\textbf{Question.} Why do TDHF and hybrid TDDFT oscillator strengths still add up to $N$?

The proof of the Thomas--Reiche--Kuhn sum rule that I know uses $[x,[H,x]]=\hbar^2/m$, which needs a local potential. The Fock operator is non-local, and so is a quarter of it in a 25 per cent hybrid. Yet I read that the oscillator strengths from the Casida equations sum to the electron number $N$ in TDHF and in hybrids. Where does the commutator of $x$ with the exchange operator go? Is the rule exact? How large is the term for something as small as H$_2$?

\textbf{Answer.}

The commutator does not vanish. It makes the sum over bare orbital-energy differences too large, and the exchange part of the matrix $A-B$ removes exactly the same amount. The reason is that the exchange energy, unlike the exchange operator held fixed, does not change when all electrons receive a common momentum.

\textbf{1. Conventions and premises}

The derivation uses Hartree atomic units ($\hbar=m=e^2/4\pi\epsilon_0=1$); the numbers at the end are in eV and \AA. Indices $i,j$ label occupied and $a,b$ virtual \emph{spin} orbitals, all real and of pure spin. Integrals are $(pq|rs)=\iint \phi_p\phi_q(1)\,w\,\phi_r\phi_s(2)$ with $w=1/|\mathbf r-\mathbf r'|$, spin summed in each coordinate. The one-body matrix of the coordinate is $x_{pq}$, and $X=\sum_k x_k$ is the $N$-electron operator. The exact-exchange fraction is $c_x$.

(P1) The energy is a functional of the one-body density matrix $\gamma=\sum_i|i\rangle\langle i|$,
\begin{equation}
E[\gamma]=\mathrm{tr}(t\gamma)+\int v\,n+E_H[n]-\frac{c_x}{2}\sum_\sigma\iint|\gamma_\sigma(\mathbf r,\mathbf r')|^2w+E_{sl}[n_\uparrow,n_\downarrow], \tag{1}
\end{equation}
with $t=p^2/2$, a local external potential $v$, and a semilocal part $E_{sl}$ that depends on the spin densities and their gradients only. Hartree--Fock is $c_x=1$, $E_{sl}=0$, and there $E=\langle\Phi|H|\Phi\rangle$ for the determinant $\Phi$.

(P2) The reference is stationary: $[F,\gamma]=0$, where $F=\delta E/\delta\gamma=t+v+v_H+v_{sl}-c_xK$ and $K$ has the kernel $\gamma_\sigma(\mathbf r,\mathbf r')\,w$. The orbitals are canonical, $F\phi_p=\epsilon_p\phi_p$.

(P3) The dynamics is adiabatic: $i\dot\gamma=[F[\gamma(t)]+V(t),\gamma]$.

(P4) The reference is a minimum, so that the matrices $A+B$ and $A-B$ defined below are positive definite.

(P5) For the value $N$ only: the one-electron basis is complete, and the occupied orbitals are bound.

\textbf{2. The Casida equations and the transition moments}

Put $\gamma(t)=\gamma+\delta\gamma$. Idempotency to first order leaves only the blocks $\delta\gamma_{ai}=P_{ia}$ and $\delta\gamma_{ia}=P_{ia}^*$. The $ai$ element of (P3) is $i\dot P_{ia}=(\epsilon_a-\epsilon_i)P_{ia}+\delta F_{ai}+V_{ai}$, because $[\delta F,\gamma]_{ai}=\delta F_{ai}$. The kernel of the change is $\delta\gamma(1,2)=\sum_{jb}[\phi_b(1)\phi_j(2)P_{jb}+\phi_j(1)\phi_b(2)P_{jb}^*]$. The Hartree and semilocal potentials see only its diagonal, which contains $P+P^*$, while exchange gives $\langle a|\delta K|i\rangle=\sum_{jb}[(ab|ij)P_{jb}+(aj|ib)P^*_{jb}]$. Hence
\begin{equation}
i\dot P=AP+BP^*+V, \tag{2}
\end{equation}
\begin{equation}
\begin{aligned}
A_{ia,jb}&=\delta_{ij}\delta_{ab}(\epsilon_a-\epsilon_i)+(ia|jb)+f_{ia,jb}-c_x(ij|ab),\\
B_{ia,jb}&=(ia|jb)+f_{ia,jb}-c_x(ib|ja),
\end{aligned} \tag{3}
\end{equation}
where $f$ is the second functional derivative of $E_{sl}$ between the products $\phi_i\phi_a$ and $\phi_j\phi_b$. Both matrices are real and symmetric, and in
\begin{equation}
D_{ia,jb}\equiv(A-B)_{ia,jb}=\delta_{ij}\delta_{ab}(\epsilon_a-\epsilon_i)-c_x\,[(ij|ab)-(ib|ja)] \tag{4}
\end{equation}
the Hartree and semilocal kernels have dropped out.

Write $P=u+iv$ with real vectors $u,v$, and take $V=\mathcal E(t)\,x$. The imaginary and real parts of (2) are $\dot u=Dv$ and $\dot v=-(A+B)u-\mathcal E\mathbf x$, with $\mathbf x$ the vector of the $x_{ia}$. Eliminating $v$ gives $\ddot u=-D(A+B)u-\mathcal E D\mathbf x$. The induced displacement is $\delta\langle X\rangle=\mathrm{tr}(x\,\delta\gamma)=2\mathbf x^Tu$, so for a field of frequency $\omega$ the polarizability $\alpha=-\delta\langle X\rangle/\mathcal E$ is
\begin{equation}
\alpha(\omega)=2\mathbf x^T[D(A+B)-\omega^2]^{-1}D\,\mathbf x=2\mathbf x^TD^{1/2}[M-\omega^2]^{-1}D^{1/2}\mathbf x, \tag{5}
\end{equation}
with $M=D^{1/2}(A+B)D^{1/2}$. The second form follows from $D(A+B)=D^{1/2}MD^{-1/2}$. By (P4), $M$ is symmetric and positive definite, with orthonormal eigenvectors $Z_n$ and eigenvalues $\omega_n^2>0$; $MZ_n=\omega_n^2Z_n$ is Casida's equation (1995). Inserting the eigenvectors gives
\begin{equation}
\alpha(\omega)=\sum_n\frac{2(\mathbf x^TD^{1/2}Z_n)^2}{\omega_n^2-\omega^2}. \tag{6}
\end{equation}
The exact polarizability has the form $\sum_n2\omega_n|\langle0|X|n\rangle|^2/(\omega_n^2-\omega^2)$. Response theory supplies no excited wave functions, so its transition moments are \emph{defined} by matching residues: $\omega_n|\langle0|X|n\rangle|^2=(\mathbf x^TD^{1/2}Z_n)^2$.

\textbf{3. The sum over all roots}

The $Z_n$ are a complete orthonormal set in the space of pairs $ia$, so $\sum_nZ_nZ_n^T=1$ and
\begin{equation}
S\equiv\sum_n2\omega_n|\langle0|X|n\rangle|^2=2\,\mathbf x^T(A-B)\,\mathbf x. \tag{7}
\end{equation}
This holds in any basis; in a complete one the sum includes an integral over the continuum. It also equals $-\lim_{\omega\to\infty}\omega^2\alpha(\omega)$. The factor 2 belongs to spin orbitals. For a closed shell, (4) couples only pairs of the same spin and is the same for both spins, so in spatial orbitals $S=4\mathbf x^TD\mathbf x$, all of it carried by singlets. The usual $f_n=\frac23\omega_n|\langle 0|\mathbf R|n\rangle|^2$, with $\mathbf R=\sum_k\mathbf r_k$, sum to the average of $S$ over the three Cartesian directions.

\textbf{4. $S$ is the curvature of the energy under a boost}

Consider the family $\gamma_\lambda=e^{i\lambda x}\gamma e^{-i\lambda x}=\gamma+\gamma_1+\gamma_2+\dots$, with $\gamma_1=i\lambda[x,\gamma]$ and $\gamma_2=-\frac{\lambda^2}{2}[x,[x,\gamma]]$. Taylor expansion of (1) gives
\begin{equation}
E[\gamma_\lambda]=E[\gamma]+\mathrm{tr}(F\gamma_1)+\mathrm{tr}(F\gamma_2)+\tfrac12\mathrm{tr}(\delta F[\gamma_1]\,\gamma_1)+O(\lambda^3). \tag{8}
\end{equation}
The linear term is $i\lambda\,\mathrm{tr}([\gamma,F]x)=0$ by (P2). For the next, cyclic invariance gives $\mathrm{tr}(F[x,[x,\gamma]])=\mathrm{tr}([F,x][x,\gamma])=\sum_{pq}(\epsilon_p-\epsilon_q)(n_p-n_q)x_{pq}^2$ with occupations $n_p=0,1$. Only occupied--virtual pairs survive, each twice and with a negative sign, so $\mathrm{tr}(F\gamma_2)=\lambda^2\sum_{ia}(\epsilon_a-\epsilon_i)x_{ia}^2$. This is where stationarity removes the blocks $x_{ij}$ and $x_{ab}$. In the last term, $\gamma_1$ has only occupied--virtual blocks with $P=i\lambda\mathbf x$. Call $A'$ the matrix $A$ without its orbital-energy part. Then $\delta F_{ai}=(A'P+BP^*)_{ia}=i\lambda[(A'-B)\mathbf x]_{ia}$, and $\frac12\mathrm{tr}(\delta F\gamma_1)=\mathrm{Re}\sum_{ia}\delta F_{ai}P_{ia}^*=\lambda^2\mathbf x^T(A'-B)\mathbf x$. The two second-order terms add up to $\lambda^2\mathbf x^T(A-B)\mathbf x$, so
\begin{equation}
S=2\mathbf x^T(A-B)\mathbf x=\left.\frac{d^2E[\gamma_\lambda]}{d\lambda^2}\right|_{\lambda=0}. \tag{9}
\end{equation}

For Hartree--Fock, $e^{i\lambda X}=\prod_ke^{i\lambda x_k}$ turns $\Phi$ into the determinant whose density matrix is $\gamma_\lambda$, so $E[\gamma_\lambda]=\langle\Phi|e^{-i\lambda X}He^{i\lambda X}|\Phi\rangle$. The nested-commutator expansion $H+i\lambda[H,X]+\frac{\lambda^2}{2}[X,[H,X]]+\dots$ then gives
\begin{equation}
\sum_n2\omega_n|\langle0|X|n\rangle|^2=\langle\Phi|[X,[H,X]]|\Phi\rangle. \tag{10}
\end{equation}
This is Thouless's theorem (1961): the energy-weighted sum of TDHF (RPA with exchange) is the double commutator with the \emph{full} Hamiltonian, taken in the Hartree--Fock determinant. Nothing so far used completeness, so (10) is valid in a finite basis with $X$ and $H$ projected on that basis. A hybrid energy is not the expectation value of $H$, and for it the general statement is (9), not (10).

\textbf{5. Evaluation in a complete basis}

With (P5), $x$ is a multiplication operator and
\begin{equation}
\gamma_{\lambda\sigma}(\mathbf r,\mathbf r')=e^{i\lambda(x-x')}\gamma_\sigma(\mathbf r,\mathbf r'). \tag{11}
\end{equation}
The phase is 1 on the diagonal, so the densities, and with them $\int vn$, $E_H$ and $E_{sl}$, do not depend on $\lambda$. The modulus $|\gamma_\sigma(\mathbf r,\mathbf r')|^2$ is unchanged too, and with it the exchange energy, whatever $c_x$ is. Only the kinetic energy responds: $e^{-i\lambda x}p_xe^{i\lambda x}=p_x+\lambda$ gives $T+\lambda\,\mathrm{tr}(p_x\gamma)+N\lambda^2/2$, and the linear term vanishes for real orbitals. From (9),
\begin{equation}
S=N\qquad\text{for every } c_x \text{ and for each Cartesian direction.} \tag{12}
\end{equation}
In ordinary units this reads $(2m/\hbar^2)\sum_n\hbar\omega_n|\langle0|X|n\rangle|^2=N$. For TDHF it agrees with $[X,[H,X]]=N$, an operator identity, since the Coulomb terms of $H$ commute with $X$. That identity holds in any state; the content of (10) is that the TDHF sum equals it.

\textbf{6. The cancellation term by term}

Split (7) by (4) into $S=S_0+S_x$. The orbital part is a double commutator with the \emph{frozen} Fock operator. From step 4 and cyclic invariance,
\begin{equation}
S_0=2\sum_{ia}(\epsilon_a-\epsilon_i)x_{ia}^2=-\mathrm{tr}([F,x][x,\gamma])=\mathrm{tr}(\gamma\,[x,[F,x]]). \tag{13}
\end{equation}
The kinetic operator gives $[x,[t,x]]=1$ and local potentials give zero. For an operator with kernel $O(\mathbf r,\mathbf r')$, $[O,x]$ has the kernel $(x'-x)O$, and $[x,[O,x]]$ has $-(x-x')^2O$. With $O=-c_xK$,
\begin{equation}
S_0=N+c_x\Delta,\qquad \Delta=\sum_\sigma\iint\frac{(x-x')^2\,\gamma_\sigma(\mathbf r,\mathbf r')^2}{|\mathbf r-\mathbf r'|}\,d^3r\,d^3r'\;>0. \tag{14}
\end{equation}
So independent-particle oscillator strengths from Hartree--Fock or hybrid orbitals overshoot.

For the exchange part, write the commutator $G=[x,\gamma]$ in two ways. As a kernel it is $(x-x')\gamma_\sigma(\mathbf r,\mathbf r')$. In orbitals, $G_{pq}=x_{pq}(n_q-n_p)$, so $G(1,2)=\sum_{ia}x_{ia}[\phi_a(1)\phi_i(2)-\phi_i(1)\phi_a(2)]$. Square this, multiply by $w$ and integrate. The two direct products each give $(ij|ab)$ and the two cross products each give $-(ib|ja)$, so
\begin{equation}
\Delta=2\sum_{ia,jb}x_{ia}\,[(ij|ab)-(ib|ja)]\,x_{jb},\qquad S_x=-c_x\Delta. \tag{15}
\end{equation}
The sum of (14) and (15) is (12). Both terms are linear in $c_x$ at given orbitals, and both are built from the same $\gamma$, which is why the fraction is arbitrary. The condition is consistency: the same $c_x$ and the same $w$ in the orbitals and in the kernel. If the orbitals come from $c_x$ and the kernel uses $c_x'$, then $S=N+(c_x-c_x')\Delta$.

\textbf{7. H$_2$: one doubly occupied orbital}

Here the mechanism can be seen directly. Let $\phi$ be the occupied spatial orbital, index 1, with energy $\epsilon_1$, let $J$ be the Coulomb potential of $\rho=\phi^2$, and let $K$ be its exchange operator, with $K\phi=J\phi$. Then $F=t+v+2J+v_{sl}-c_xK$, while $(11|ab)=J_{ab}$ and $(1b|1a)=K_{ab}$. Equation (4) becomes
\begin{equation}
D_{ab}=\langle a|h_{loc}-\epsilon_1|b\rangle,\qquad h_{loc}=t+v+(2-c_x)J+v_{sl}. \tag{16}
\end{equation}
The non-local operator has left $A-B$ altogether, and $h_{loc}\phi=\epsilon_1\phi$ because $K\phi=J\phi$. Since $\sum_ax_{1a}\phi_a$ differs from $x\phi$ only by a multiple of $\phi$, which $h_{loc}-\epsilon_1$ annihilates,
\begin{equation}
S=4\langle\phi|x(h_{loc}-\epsilon_1)x|\phi\rangle=2\langle\phi|[x,[h_{loc},x]]|\phi\rangle=2. \tag{17}
\end{equation}
With $\gamma_\sigma=\phi(\mathbf r)\phi(\mathbf r')$, (14) becomes $\Delta=2\langle(x-x')^2/r_{12}\rangle$ over two independent draws from $\rho$, and its average over directions is $\bar\Delta=\frac23\langle r_{12}\rangle$ in units of the Bohr radius $a_0$.

\textbf{8. Range of validity}

\emph{What may change.} The argument of step 5 holds for any fixed real symmetric $w(\mathbf r,\mathbf r')$ in the exchange term, so range-separated and screened hybrids obey (12). For any real local $Q(\mathbf r)$ in place of $x$, the same steps give $S=\int n|\nabla Q|^2d^3r$, the form to use in periodic systems, where $x$ itself is not an admissible operator.

\emph{Finite basis.} Equations (7), (9) and (10) survive, while (11)--(15) lose their kernel form, because the projected $x$ is not a multiplication operator. $S$ is then not bounded by $N$ from either side. Truncating the list of pairs $ia$ or of roots $n$ likewise changes the sum.

\emph{Tamm--Dancoff approximation.} Setting $B=0$ gives $S=2\mathbf x^TA\mathbf x=N+2\mathbf x^TB\mathbf x$, with the $B$ of (3).

\emph{Non-local external potentials.} A pseudopotential $V_{nl}$ is a fixed operator and has no compensating kernel. By (9) and (11) it adds $-\iint(x-x')^2V_{nl}(\mathbf r,\mathbf r')\gamma(\mathbf r',\mathbf r)$ to the number of electrons treated.

\emph{Meta-GGA.} The boost takes $\tau_\sigma=\frac12\sum_{i\in\sigma}|\nabla\phi_i|^2$ to $\tau_\sigma+\lambda^2n_\sigma/2$ for real orbitals, so an energy density $e(n,\nabla n,\tau)$ gives $S=N+\sum_\sigma\int n_\sigma\,\partial e/\partial\tau_\sigma$. Replacing $\tau_\sigma$ by $\tau_\sigma-\mathbf j_\sigma^2/2n_\sigma$, with $\mathbf j_\sigma$ the orbital current density, makes the argument invariant and restores $N$.

\emph{Reference.} Without (P2), (8) has further terms and (9) fails. If $A+B$ has a negative eigenvalue while $D$ is positive, the residues in (6) still sum to (7), but some $\omega_n$ are imaginary and are not excitation energies. The kinetic energy must be the non-relativistic one. Finally, (12) constrains the total only and says nothing about the quality of single $\omega_n$ or $f_n$.

\textbf{9. Numbers for a model of H$_2$ with $c_x=0.25$}

$\Delta$ needs only the occupied orbital. Take a Gaussian model, $\rho\propto\exp[-(x^2+y^2)/2\sigma_\perp^2-z^2/2\sigma_\parallel^2]$ with $z$ along the bond and the origin at its midpoint. The widths $\sigma_\parallel=0.53$ \AA\ and $\sigma_\perp=0.47$ \AA\ are approximate inputs, chosen to reproduce typical second moments of the H$_2$ density near equilibrium. The model satisfies (P2) exactly for the external potential that makes $h_{loc}$ in (16) harmonic.

The difference $\mathbf u=\mathbf r-\mathbf r'$ is Gaussian with variances $s_k^2=2\sigma_k^2$. Use $1/u=(2/\sqrt\pi)\int_0^\infty e^{-q^2u^2}dq$. Each direction then contributes $\langle e^{-q^2u_k^2}\rangle=(1+2q^2s_k^2)^{-1/2}$, or $\langle u_k^2e^{-q^2u_k^2}\rangle=s_k^2(1+2q^2s_k^2)^{-3/2}$ for the chosen one. The substitution $2q^2s_\parallel^2=\mu^2/(1-\mu^2)$, with $g=1-\sigma_\perp^2/\sigma_\parallel^2$, turns $1+2q^2s_\parallel^2$ into $1/(1-\mu^2)$, $1+2q^2s_\perp^2$ into $(1-g\mu^2)/(1-\mu^2)$ and $dq$ into $d\mu\,(1-\mu^2)^{-3/2}/\sqrt2s_\parallel$. The result is
\begin{equation}
\Delta_\parallel=C\int_0^1\frac{1-\mu^2}{1-g\mu^2}\,d\mu,\quad
\Delta_\perp=C\,(1-g)\int_0^1\frac{1-\mu^2}{(1-g\mu^2)^2}\,d\mu,\quad C=\frac{4\sigma_\parallel}{\sqrt\pi\,a_0}. \tag{18}
\end{equation}
Here $g=0.214$ and $C=2.26$, and the factors multiplying $C$ are $0.698$ and $0.576$.

The terms can also be read as energies. Since $\sum_ax_{1a}^2=\sigma_k^2$ for direction $k$, the mean of $D$ weighted with the dipole vector is, by (17), $\bar D_k=\hbar^2/2m\sigma_k^2$, with $\hbar^2/m=7.62$ eV\,\AA$^2$. By (14), the weighted mean of $\epsilon_a-\epsilon_1$ lies higher by $\bar D_k\,c_x\Delta_k/2$.
\begin{equation*}
\begin{array}{l|cc}
 & \parallel & \perp\\ \hline
\Delta & 1.58 & 1.30\\
S_0=2+c_x\Delta & 2.39 & 2.33\\
S_x=-c_x\Delta & -0.39 & -0.33\\
S & 2 & 2\\
\bar D\ (\mathrm{eV}) & 13.6 & 17.2\\
\text{excess of the mean orbital gap over } \bar D\ (\mathrm{eV}) & 2.7 & 2.8
\end{array}
\end{equation*}
$\bar D$ is not an excitation energy, since the $\omega_n$ also involve $A+B$. Averaged over directions, $\bar\Delta=1.39$ and the model's independent-particle strengths sum to $2.35$, an overshoot of 17 per cent, which the exchange kernel removes. With the same orbital and $c_x=1$ the overshoot would be 70 per cent.

The neglected shape of the orbital can be sized in the spherical case. An exponential density $\rho\propto e^{-2\zeta r}$ has $\langle r^2\rangle=3/\zeta^2$ and $\langle r_{12}\rangle=35/16\zeta$, while a Gaussian of the same $\langle r^2\rangle$ has $\langle r_{12}\rangle=4/\sqrt\pi\zeta$. The ratio is $0.97$, so a cusped, exponentially decaying orbital of equal extent would lower $\Delta$ by a few per cent, and the last digits in the table belong to the model.

The same model shows the basis-set error. Keep $\phi$ exact and allow one virtual function $\chi\propto z\exp[-(x^2+y^2)/4\sigma_\perp^2-\eta z^2/4\sigma_\parallel^2]$, which for $\eta=1$ is $z\phi$ normalised. In the harmonic $h_{loc}$ the level spacing along $z$ is $\bar D_\parallel$. For $\eta=1$ the kinetic and potential energies along $z$ are $\frac34\bar D_\parallel$ each; they scale as $\eta$ and $1/\eta$, and the ground-state value $\frac12\bar D_\parallel$ is subtracted. The squared overlap with the $\eta=1$ function is $[2\sqrt\eta/(1+\eta)]^3$, and $4\sigma_\parallel^2\bar D_\parallel=2$ in atomic units. Therefore
\begin{equation}
S(\eta)=2\left[\frac{2\sqrt\eta}{1+\eta}\right]^3\left[\frac34\left(\eta+\frac1\eta\right)-\frac12\right]. \tag{19}
\end{equation}
This equals 2 at $\eta=1$, rises to $2.30$ at $\eta=2$, and falls to zero as $\eta\to\infty$. A mismatched polarization function can thus produce an overshoot close in size to the exchange term itself, $2.30$ against $S_0=2.39$, although the non-local operator has already cancelled in (16).